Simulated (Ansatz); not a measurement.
A series in volume per atom on YCl

Periodic Kohn-Sham DFT of a crystal at fixed atoms; pressure and stress are positive in compression; the energy is the free energy less that of spherical unpolarised free atoms; site moments are those in the method's own spheres, positive along +z. The results are calculated, by Ansatz 0.2.0.

Cell of the first row (space group R-3m, No. 166):
```
cell vectors (Å)
   1.8379     1.0611     8.9877
  -1.8379     1.0611     8.9877
   0.0000    -2.1222     8.9877
atoms (fractions of the cell vectors)
Y   0.21683  0.21683  0.21683
Y   0.78317  0.78317  0.78317
Cl  0.38830  0.38830  0.38830
Cl  0.61170  0.61170  0.61170
```

Settings of every row: method all-electron PAW; functional PBEsol; relativity scalar; k mesh 8x8x8; filling fermi-dirac; smearing width 0.02 eV; nucleus gaussian.

Atom start moment: 0 on all atoms.

Limits: a layered crystal: even scaling strains the bonds within the layers, so this curve is stiffer than the crystal under pressure.

| row | volume per atom (Å³) | pressure (GPa) |
| --- | --- | --- |
| 1 | 26.291 | 2.438 |
| 2 | 26.85 | 1.308 |
| 3 | 27.409 | ? |
| 4 | 27.689 | -0.211 |
| 5 | 27.969 | -0.673 |
| 6 | 28.248 | -1.115 |
| 7 | 28.528 | -1.536 |
| 8 | 29.087 | -2.32 |
| 9 | 29.647 | -3.034 |

Question: what pressure should row 3 give?

Worked fit of pressure. Take u = (V_r/V)^(2/3) − 1 with V_r = 28.108 Å³ an atom, which is twice the finite (Eulerian) strain; such expansions in the strain, on which the Birch-Murnaghan equation of state is built, carry the rest volume and the bulk modulus. The shown rows have u = 0.04556, 0.031, 0.01006, 0.00331, -0.00331, -0.00984, -0.02257, -0.03491. Least squares give pressure = −0.8955 + 66.539 × u + 148.87 × u² − 74 × u³ GPa; a parabola predicts inner rows, each left out in turn, worse (root mean square 0.0014 against 0.00074 GPa). The rows lie off it by 0.000, 0.000, 0.000, 0.001, -0.001, 0.000, 0.001, 0.000. The pressure vanishes at u = 0.0131, or V = 27.57 Å³ an atom, and there the bulk modulus at fixed shape and fractions is B = −V dP/dV = (2/3)(1 + u) dP/du = 47.5 GPa. Letting shape and atoms relax would as a rule lower it, by much in layered, chain or molecular crystals. The withheld row has u = 0.01693, so the fit gives −0.8955 + 66.539 × (0.01693) + 148.87 × (0.01693)² − 74 × (0.01693)³ = 0.273 GPa.

The calculation gave 0.273 GPa. The fit meets it to the printed digit.
